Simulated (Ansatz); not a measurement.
## Ligand exchange: C2H6Se + SnH(SiH3)3 → C2H8SeSi + SnH2(SiH3)2

Gas-phase species: C2H6Se `CC[SeH]`, singlet; SnH(SiH3)3, singlet; C2H8SeSi `CC[Se][SiH3]`, singlet; SnH2(SiH3)2, singlet. The partners trade H for SiH3: Se–H and Sn–SiH3 bonds give way to Se–SiH3 and Sn–H.

Shapes, held fixed at every level: PBE0-D4/def2-TZVP. Flexible molecules stand in one conformer, not always the lowest. Programs: Ansatz 0.2.0. The zero-point and thermal change to 298 K, harmonic and unscaled (PBE0-D4/def2-TZVP), is -1.2 kJ/mol.

```tsv
level	kind	ΔH(298 K) (kJ/mol)	less CCSD(T)/def2-TZVPP
HF/def2-SVP	Hartree–Fock	-26.3	-2.2
r2SCAN-D4/def2-TZVPP	meta-GGA	-24.8	-0.7
B3LYP-D4/def2-TZVPP	global hybrid	-23.0	+1.1
wB97M-V/def2-TZVPP	range-separated hybrid	-26.2	-2.1
wB97X-V/def2-TZVPP	range-separated hybrid	-25.7	-1.6
B2PLYP/def2-TZVPP	double hybrid	-25.4	-1.3
CCSD/def2-TZVPP	coupled cluster or CI	-24.6	-0.5
CCSD(T)/def2-TZVPP	coupled cluster or CI	-24.1	0.0
```

The highest level, CCSD(T)/def2-TZVPP, gives ΔH(298 K) = -24.1 kJ/mol; the levels span -26.3 to -23.0. The column of differences is taken from that level and isn't an error. No measured value is set beside it here. For atoms past krypton def2 sets carry core potentials with scalar relativity. Relativity is left out for Se. Outer-core shells of Se, Sn are correlated, in sets that cover them unevenly.

The exchange is moderately exothermic, at -24.1 kJ/mol with CCSD(T), and every level agrees on the sign. The thermal term of -1.2 kJ/mol is small, so the driving force is almost wholly electronic. It probably lies in bond polarity: silicon is more electropositive than hydrogen, so moving the silyl group from tin to selenium replaces a nearly nonpolar Sn–Si bond with a polar Se–Si bond. Hydrogen, in turn, goes to electropositive tin, where it carries some hydridic character. Relief of crowding around tin may add a little, though long Sn–Si bonds should keep that part small.

Because the number of bonds and the closed-shell character are conserved, much of the correlation energy should cancel, in keeping with the narrow spread and the slight shift from CCSD to CCSD(T). The closeness of Hartree–Fock is weaker evidence for this, since its smaller basis may offset part of the missing correlation. The reaction enthalpy alone can't divide the driving force between the selenium and tin sides.
